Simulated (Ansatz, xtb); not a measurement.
# FH5OPSi+: which of two isomers lies lower

Structure a is `[OH2+][Si@H](F)P`, a singlet and structure b is `F[SiH2]O[PH3+]`, a singlet. Both are isolated ions in the gas phase, relaxed with PBE0-D3(BJ)/pcseg-1; the shapes shown needn't be the lowest conformers.

a (Å):

```xyz
9

F     0.9561   -0.0251   -1.0538
O     2.2096   -1.6047    0.6893
P    -0.9368   -1.9658    0.6636
Si    0.8373   -1.5562   -0.5945
H     3.1527   -1.5207    0.4432
H     2.0768   -1.2562    1.5938
H     1.4837   -2.4564   -1.5682
H    -1.1529   -3.2397    0.0646
H    -1.7781   -1.2332   -0.2221
```

b (Å):

```tsv
atom	x (Å)	y (Å)	z (Å)
F	1.8350	-0.0597	-0.6321
O	0.8397	-2.2185	0.3735
P	-0.6295	-2.0523	-0.1317
Si	2.3265	-1.3190	0.2530
H	3.2506	-2.1807	-0.5002
H	2.6575	-0.9155	1.6283
H	-0.7114	-2.0021	-1.5388
H	-1.2398	-0.8825	0.3663
H	-1.3675	-3.1628	0.3161
```

Quicker runs give these differences E(b) − E(a): GFN2-xTB −39.3 kcal/mol; HF/STO-3G +23.6 kcal/mol (at GFN2-xTB geometries); r2SCAN-D4/def2-SVP −8.9 kcal/mol (at GFN2-xTB geometries).

**Question.** Which of the two would you expect CCSD(T)/def2-SVP + ΔMP2/def2-TZVPP electronic energies to favour?

**Answer.** Structure b; the calculation gives E(b) − E(a) = −15.9 kcal/mol.

How the difference moves with the method:

| level | geometry | E(b) − E(a) (kcal/mol) | departure from the last row (kcal/mol) | job, with rough time for the two |
| --- | --- | --- | --- | --- |
| GFN2-xTB | GFN2-xTB | −39.3 | −23.3 | optimisation, 0.56 s |
| HF/STO-3G | GFN2-xTB | +23.6 | +39.6 | single point, 0.56 s |
| r2SCAN-D4/def2-SVP | GFN2-xTB | −8.9 | +7.0 | single point, 4.6 s |
| PBE0-D3(BJ)/pcseg-1 | PBE0-D3(BJ)/pcseg-1 | −7.3 | +8.7 | optimisation, 3 min |
| HF/def2-SVP | PBE0-D3(BJ)/pcseg-1 | −18.6 | −2.7 | part of the CCSD(T) run |
| MP2/def2-SVP | PBE0-D3(BJ)/pcseg-1 | −10.4 | +5.5 | part of the CCSD(T) run |
| CCSD(T)/def2-SVP | PBE0-D3(BJ)/pcseg-1 | −8.9 | +7.0 | single point |
| CCSD(T)/def2-SVP + ΔMP2/def2-TZVPP | PBE0-D3(BJ)/pcseg-1 | −15.9 |  | single point, 29 s |

As drawn, b has 1 O–P, 1 Si–H, 1 P–H in place of 1 P–Si, 2 O–H.

HF/STO-3G puts the two in the other order. The largest departure from CCSD(T)/def2-SVP + ΔMP2/def2-TZVPP is that of HF/STO-3G, 39.6 kcal/mol. The last row adds to CCSD(T) the change of the MP2 difference between the two basis sets, here −7.0 kcal/mol, a large step that makes the value less sure.

With harmonic frequencies from PBE0-D3(BJ)/pcseg-1 (ideal gas, rigid rotor, one conformer each, 400 K, 1 atm): on the last row, ΔE + ΔZPE = −16.7, ΔH = −17.5, ΔG = −16.9 kcal/mol.

The correlated steps freeze 12 core orbitals. Mirror images aren't counted in ΔG. Run with Ansatz 0.2.0, xtb 6.7.1; the last row on 1 thread of Intel(R) Xeon(R) Platinum 8259CL CPU @ 2.50GHz (Skylake/Cascade Lake) on a shared host.

The preference for b fits a change in bonding at phosphorus. Isomer a is essentially a silyl cation capped by water, with a rather weak dative Si–O bond and a phosphino group on silicon. In b the phosphorus lone pair has in effect been used up: phosphorus is oxidised to a phosphonium centre, held by a strong, polar P–O bond, while oxygen keeps its bond to silicon. This gain probably outweighs the loss of two strong O–H bonds.

The reversed order in HF/STO-3G likely reflects the lack of polarisation functions, which phosphorus and silicon need to describe such polar bonds to oxygen. With def2-SVP, correlation beyond Hartree–Fock favours a, whereas enlarging the basis favours b, so the closeness of HF/def2-SVP to the final value is largely a cancellation of errors. Thermal and entropic terms barely alter the preference. The energies say nothing about the barrier between the isomers, or whether a would lose water first.
